Auger-limited plasma near a p⁺ emitter in a thick silicon cell at 500 suns: solution key

Problem. An ideal p⁺ emitter fills x < 0 and an undoped base fills x > 0. In the base n = p ≫ nᵢ, the diffusivities are constant, the Einstein relation holds, and the only recombination is Auger, R = C p³ with C = Cn + Cp. Currents are positive along +x. Find (a) the transport equation, (b) the profile, (c) the law at the emitter, (d) numbers at 500 suns, (e) the general bound, (f) the size of what is left out.

Inputs, typical values for Si at 300 K: Dn = 30 cm²/s, Dp = 10 cm²/s, C = 1.66×10⁻³⁰ cm⁶/s, nᵢ = 1.0×10¹⁰ cm⁻³, photocurrent 40 mA/cm² per sun (1 sun = 0.1 W/cm²). kT/q = 25.85 mV.

(a) Transport equation

Jn = qμn pE + qDn p′, Jp = qμp pE − qDp p′, and J = Jn + Jp is independent of x. Eliminate E, with b = Dn/Dp and Da = 2DnDp/(Dn + Dp):

Jp = J/(b+1) − qDa p′, Jn = bJ/(b+1) + qDa p′. (1)

Continuity, dJp/dx = −qR, then gives

Da p″ = C p³. (2)

This is the smallest model: one field p(x), one rate term, one boundary. J enters only through the boundary.

(b) Profile

Multiply (2) by p′ and integrate:

p′² = k²(p⁴ + A), k = √(C/2Da). (3)

In a semi-infinite base p and p′ vanish at infinity, so A = 0 and p′ = −k p², that is d(1/p)/dx = k. Hence

p(x) = p₀/(1 + k p₀ x) = p₀/(1 + x/L), L = 1/(k p₀) = √(2Da τA), τA = 1/(C p₀²). (4)

The ambipolar flux qDa|p′| falls as (1 + x/L)⁻², so 75 % of the recombination occurs within x < L. Since 1/p = 1/p₀ + kx,

p(x) < 1/(kx) = √(2Da/C)/x for every p₀. (5)

(c) Law at the emitter

The total recombination current in the base is

q∫C p³ dx = qDa|p′(0)| = q h_A p₀², h_A = Da k = √(C Da/2). (6)

It is quadratic in p₀, as is the electron current lost into a real emitter, Jn(0) = q h_E p₀², which defines the end-region parameter h_E.

Dark forward bias. Put Jn(0) = q h_E p₀² into (1):

J = q(1 + 1/b)(h_A + h_E) p₀². (7)

For the ideal emitter h_E = 0. Directly: Jn(0) = 0 gives qE/kT = −p′/p, drift doubles the hole diffusion current, and

J = −2qDp p′(0) = 2qDp √(C/2Da) p₀² = q h p₀², h = Dp √(2C/Da) = (1 + 1/b) h_A. (8)

The two parameters must be kept apart. h links the terminal current to p₀². The quantity that adds to h_E is h_A, because only the part bJ/(b+1) recombines in this layer; the hole current J/(b+1) drifts on to the far end of the base.

Illumination at open circuit. Let all pairs be generated in a sheet at x = 0, with photocurrent J_L. Now J = 0 in (1), and pair balance in the sheet gives

J_L = q(h_A + h_E) p₀². (9)

The factor 1 + 1/b is absent. With p₀² = nᵢ² exp(qV/kT), where qV is the quasi-Fermi splitting at x = 0, and h_E = 0:

V = (kT/q) ln(J_L/J₀A), J₀A = q nᵢ² h_A. (10)

The ideality factor is 1. A flat plasma of thickness W obeys J_L = qCW p³ and has ideality 2/3; the change arises because the active depth L shrinks as 1/p₀.

(d) Numbers

b = 3, Da = 15 cm²/s, J_L = 500 × 40 mA/cm² = 20 A/cm².
k = √(1.66×10⁻³⁰/30) = 2.35×10⁻¹⁶ cm²
h_A = 3.53×10⁻¹⁵ cm⁴/s, h = 4.70×10⁻¹⁵ cm⁴/s
p₀ = √(J_L/q h_A) = 1.88×10¹⁷ cm⁻³
τA = 17.0 µs, L = 226 µm
J₀A = 56.5 fA/cm², V = 866 mV
At x = 300 µm: p = 0.808×10¹⁷ cm⁻³, against the bound (5) of 1.42×10¹⁷ cm⁻³.

Dark, from (8) and (4), densities in 10¹⁷ cm⁻³:

J (A/cm²) | p₀ | p(300 µm)
20 | 1.63 | 0.758
200 | 5.15 | 1.11
2000 | 16.3 | 1.30
limit | ∞ | 1.42

A hundredfold current raises p₀ tenfold and p(300 µm) by a factor of only 1.72. At 20 A/cm², 15 A/cm² recombines in the layer and 5 A/cm² drifts on. The last rows show the model's saturation; constant Da and C are not reliable at 10¹⁸ cm⁻³.

Consistency. With the static dielectric constant 11.7 (compiled value, Ioffe Institute) the Debye length √(εkT/q²p₀) is 9.4 nm ≪ L, so neutrality holds. The gap of 1.12 eV (compiled value, Wing 2021) exceeds qV by 9.8 kT, so Boltzmann statistics hold. If the whole incident 50 W/cm² crossed 1 mm of Si, conductivity 130 W/(m K) (compiled value, Ioffe Institute), the drop would be 3.8 K; a base near 300 K presupposes a heat sink at the back.

(e) Comparison with the general statement

The statement that p stays below √(2Da/C)/x at any current is exact for A = 0. It also holds for A > 0 (strongly recombining back), since then d(1/p)/dx > k. It fails for A < 0. Take a base of thickness W with a non-recombining back, p′(W) = 0, so that A = −p_W⁴. Wherever p decreases, (3) gives

kx = ∫ dp̃/√(p̃⁴ − p_W⁴) from p to p₀ < (1/p) ∫₁^∞ du/√(u⁴ − 1),

because u = p̃/p, p_W ≤ p and p₀ < ∞. Thus

p(x) < K₀ √(2Da/C)/x, K₀ = ∫₀¹ dt/√(1 − t⁴) = Γ(1/4)²/(4√(2π)) = 1.311, (11)

and the bound is approached at x = W as p₀ → ∞. The 1/x ceiling survives with a larger coefficient.

For sheet generation, keep P = 1.88×10¹⁷ cm⁻³ and L = 1/(kP) from (d). The flux condition qDa|p′(0)| = J_L becomes p₀⁴ − p_W⁴ = P⁴. With z = p_W/p₀ this gives p₀ = P(1 − z⁴)^(−1/4), and the integral above at x = W, with t = p_W/p̃, gives

W/L = (1 − z⁴)^(1/4) z⁻¹ ∫ dt/√(1 − t⁴) from z to 1. (12)

W (µm) | W/L | z | p₀/P | p_W | 1/(kW) | K₀/(kW), last three in 10¹⁷ cm⁻³
300 | 1.327 | 0.553 | 1.025 | 1.07 | 1.42 | 1.86
1000 | 4.424 | 0.242 | 1.001 | 0.455 | 0.425 | 0.557

At W = 1 mm the back density already exceeds the ceiling (5) at 500 suns, while it respects (11). The emitter law is far more robust than the profile. Exactly, J_L = q h_A p₀² √(1 − z⁴), so p₀ moves by 2.5 % at 300 µm, and V by 2(kT/q) ln(p₀/P) = 1.3 mV, to 867 mV.

(f) Neglected terms

For any rate R(p) in a semi-infinite base the first integral gives (Da p′(0))² = 2Da ∫R dp from 0 to p₀.

Defect recombination p/τ adds Da p₀²/τ to h_A² p₀⁴, a ratio 2τA/τ = 0.034 for an assumed high-injection lifetime τ = 1 ms. The flux at fixed p₀ rises by 1.7 %.

Radiative recombination B p², with B ≈ 4.7×10⁻¹⁵ cm³/s as a typical value, adds the ratio 4B/(3C p₀) = 0.020, or 1.0 % in flux.

Emitter recombination rivals the Auger term. A typical good emitter with J₀E = 30 fA/cm² has h_E = J₀E/(q nᵢ²) = 1.87×10⁻¹⁵ cm⁴/s, or 0.53 h_A, and (9) lowers V by (kT/q) ln(1 + h_E/h_A) = 11 mV.

Generation depth also rivals it, since part of the red light is typically absorbed over depths comparable with L. In the opposite limit, uniform generation in W = 300 µm with no flux at either face, the plasma is exactly flat, p = (J_L/qCW)^(1/3) = 1.36×10¹⁷ cm⁻³, and V = 849 mV, which is 18 mV below the sheet value.

Contact position. At J = 0, Jn = μn p dE_Fn/dx = qDa p′ integrates to a fall of the electron quasi-Fermi level of [2kT/(b+1)] ln(p₀/p_W). An electron contact at the back of the 300 µm base therefore reads 7.7 mV less than V.

Inputs. V depends on C Da through −(kT/2q) ln(C Da), so a factor 2 in the product shifts it by 9 mV. Gap narrowing in the plasma, typically of order 10 meV at this density, raises the effective nᵢ² and lowers V by the same amount in mV.

Result. Auger recombination near the emitter acts as an end region with h_A = √(C Da/2), seen at the terminals of a dark ideal p⁺ emitter as h = Dp√(2C/Da). The generation-free plasma, wherever it decreases away from the emitter, cannot exceed √(2Da/C)/x for A ≥ 0, nor 1.311 times this for a non-recombining back. With the assumed inputs the model gives p₀ ≈ 1.9×10¹⁷ cm⁻³, L ≈ 0.23 mm and V ≈ 0.87 V. These are the model's numbers, and emitter recombination, generation depth and gap narrowing each lower that voltage by some 10 to 20 mV.